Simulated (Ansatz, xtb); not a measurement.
# Relative energy of two isomers of C4H9ClGe

We compare X, `C=[C](C)[Ge@H]([CH3])[Cl]`, a singlet, with Y, `[Cl][GeH]1[CH2]CC[CH2]1`, a singlet. Both are isolated molecules in the gas phase, relaxed with B3LYP/def2-SVP; the shapes shown needn't be the lowest conformers.

X (Å):

```xyz
15

C    -1.3467    2.6671    2.3432
C    -1.0585    1.4579    1.8400
C    -2.0868    0.5546    1.2106
C     1.5880    0.4706    0.1734
Cl    0.7895   -1.0851    3.0092
Ge    0.7967    0.8363    1.9285
H    -0.5896    3.3020    2.8148
H    -2.3654    3.0747    2.3075
H    -2.1248   -0.4159    1.7334
H    -1.8390    0.3322    0.1578
H    -3.0929    1.0032    1.2360
H     1.6450    1.8179    2.7639
H     0.9834   -0.2709   -0.3690
H     2.6064    0.0734    0.2945
H     1.6323    1.3990   -0.4175
```

Y (Å):

```xyz
15

C    -0.6294    0.2961    1.7597
C    -0.1947   -1.1618    1.5036
C     0.7044   -1.2341    0.2495
C     0.0285   -0.5156   -0.9388
Cl   -3.0537    0.9634   -0.5935
Ge   -0.9191    0.9902   -0.0691
H    -0.4327    2.4226   -0.3691
H    -1.5216    0.3807    2.3959
H     0.1798    0.8789    2.2325
H    -1.0917   -1.7851    1.3387
H     0.3249   -1.5882    2.3782
H     0.9411   -2.2825    0.0015
H     1.6695   -0.7443    0.4743
H     0.7413   -0.1956   -1.7128
H    -0.7274   -1.1547   -1.4226
```

Quicker runs give these differences E(Y) − E(X): GFN2-xTB −21.7 kcal/mol; HF/STO-3G −39.3 kcal/mol (at GFN2-xTB geometries); r2SCAN-D4/def2-SVP −16.0 kcal/mol (at GFN2-xTB geometries).

Question: Estimate E(Y) − E(X) at the level CCSD(T)/def2-SVP + ΔMP2/def2-TZVPP.

Answer: Calculated at CCSD(T)/def2-SVP + ΔMP2/def2-TZVPP: E(Y) − E(X) = −12.0 kcal/mol, so structure Y lies lower.

Level by level:

```json
{"level": "GFN2-xTB", "geometry": "GFN2-xTB", "E(Y) − E(X) (kcal/mol)": "−21.7", "departure from the last row (kcal/mol)": "−9.7", "job, with rough time for the two": "optimisation, 0.3 s"}
{"level": "HF/STO-3G", "geometry": "GFN2-xTB", "E(Y) − E(X) (kcal/mol)": "−39.3", "departure from the last row (kcal/mol)": "−27.3", "job, with rough time for the two": "single point, 0.56 s"}
{"level": "r2SCAN-D4/def2-SVP", "geometry": "GFN2-xTB", "E(Y) − E(X) (kcal/mol)": "−16.0", "departure from the last row (kcal/mol)": "−4.0", "job, with rough time for the two": "single point, 5.4 s"}
{"level": "B3LYP/def2-SVP", "geometry": "B3LYP/def2-SVP", "E(Y) − E(X) (kcal/mol)": "−11.7", "departure from the last row (kcal/mol)": "+0.3", "job, with rough time for the two": "optimisation, 70 s"}
{"level": "HF/def2-SVP", "geometry": "B3LYP/def2-SVP", "E(Y) − E(X) (kcal/mol)": "−9.8", "departure from the last row (kcal/mol)": "+2.2", "job, with rough time for the two": "part of the CCSD(T) run"}
{"level": "MP2/def2-SVP", "geometry": "B3LYP/def2-SVP", "E(Y) − E(X) (kcal/mol)": "−15.3", "departure from the last row (kcal/mol)": "−3.4", "job, with rough time for the two": "part of the CCSD(T) run"}
{"level": "CCSD(T)/def2-SVP", "geometry": "B3LYP/def2-SVP", "E(Y) − E(X) (kcal/mol)": "−13.2", "departure from the last row (kcal/mol)": "−1.2", "job, with rough time for the two": "single point"}
{"level": "CCSD(T)/def2-SVP + ΔMP2/def2-TZVPP", "geometry": "B3LYP/def2-SVP", "E(Y) − E(X) (kcal/mol)": "−12.0", "departure from the last row (kcal/mol)": "", "job, with rough time for the two": "single point, 1.9 min"}
```

As drawn, Y has 2 C–C in place of 1 C=C. Structure X has no ring, Y a 5-membered ring.

The levels shown agree on the order. The largest departure from CCSD(T)/def2-SVP + ΔMP2/def2-TZVPP is that of HF/STO-3G, 27.3 kcal/mol. The last row adds to CCSD(T) the change of the MP2 difference between the two basis sets, here +1.2 kcal/mol.

With thermal terms from frequencies at re-optimised GFN2-xTB minima (ideal gas, soft modes damped towards free rotors, one conformer each, 298.15 K, 1 atm): on the last row, ΔE + ΔZPE = −8.6, ΔH = −10.1, ΔG = −6.8 kcal/mol.

The correlated steps freeze 18 core orbitals; the filled d shell of Ge is correlated, in a basis made for valence electrons. Mirror images aren't counted in ΔG. Programs: Ansatz 0.2.0, xtb 6.7.1; the last row on 4 threads of Arm Neoverse V1 on a shared host.

The germacyclopentane Y lies below the open-chain alkenylgermane X at every level, and it keeps that lead in free energy. Both isomers have two Ge–C bonds, one Ge–Cl and one Ge–H, so the balance rests mainly on the carbon skeleton: closing the ring trades a C=C π bond for a stronger C–C σ bond. A five-membered ring with long Ge–C bonds costs little strain, so most of that gain probably survives, though alkyl substitution of the double bond stabilises X somewhat.

The thermal terms narrow the gap, from −12.0 kcal/mol in electronic energy to −6.8 kcal/mol in ΔG, as expected when methyl rotations and torsions about the Ge–C bonds give way to stiffer ring modes. Hartree–Fock moves from −39.3 to −9.8 kcal/mol on leaving the minimal basis, which suggests that STO-3G's error lies mostly in its poor balance between π and σ bonding rather than in missing correlation. The preference for Y is thermodynamic and implies nothing about an accessible path from X.
